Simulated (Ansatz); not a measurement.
Ligand exchange: SiH2(CH3)F + C3H9AlO → SiH2(CH3)(OH) + C3H8AlF

Species: SiH2(CH3)F, singlet; C3H9AlO `C[CH2][Al]([CH3])[OH]`, singlet; SiH2(CH3)(OH), singlet; C3H8AlF `C[CH2][Al]([CH3])[F]`, singlet. The partners trade F for OH: Si–F and Al–OH bonds give way to Si–OH and Al–F.

Shapes, held fixed at every level: PBE0-D4/def2-TZVP. Flexible molecules stand in one conformer, not always the lowest. Programs: Ansatz 0.2.0. Electronic energies: no zero-point or thermal term.

```csv
level,kind,ΔE (kJ/mol),less CCSD(T)/CBS estimate
HF/def2-TZVPP,Hartree–Fock,-6.2,+0.1
SPW92/def2-TZVPP,LDA,-6.8,-0.5
r2SCAN-D4/def2-TZVPP,meta-GGA,-5.8,+0.5
BHLYP-D4/def2-TZVPP,global hybrid,-6.3,0.0
MP2/def2-SVP,perturbation theory,-10.2,-3.9
CCSD(T)/def2-TZVPP,coupled cluster or CI,-5.9,+0.4
CCSD/def2-TZVPP,coupled cluster or CI,-6.0,+0.3
CCSD(T)/CBS estimate,coupled cluster or CI,-6.3,0.0
```

The highest level, CCSD(T)/CBS estimate, gives ΔE = -6.3 kJ/mol; the levels span -10.2 to -5.8. The column of differences is taken from that level and isn't an error. No measured value is set beside it here. The CBS estimate extrapolates MP2 from def2-TZVPP and def2-QZVPP and adds CCSD(T) − MP2 in the triple-zeta set, cores frozen.

Fluoride prefers aluminium and hydroxide silicon, but only slightly: the exchange is downhill by 6.3 kJ/mol at the highest level, and every level gives the same sign. The small value reflects a near-balance between two strong, polar bonds broken and two of the same kind formed. Aluminium is the more electropositive centre and gains more from the most electronegative partner, which probably tips the balance towards Al–F. Lone-pair donation into the empty p orbital of three-coordinate aluminium helps both ligands, and as oxygen is the better donor, it should offset part of that gain.

Because the bond types are so alike on the two sides, correlation contributions largely cancel, and Hartree–Fock already lies within 0.1 kJ/mol of the reference. The triples change little either. MP2/def2-SVP stands apart at -10.2 kJ/mol, probably because its small basis describes the electron-rich F and OH groups unevenly. The preference applies to monomers and need not survive association, since such aluminium compounds readily form fluoride or hydroxide bridges.
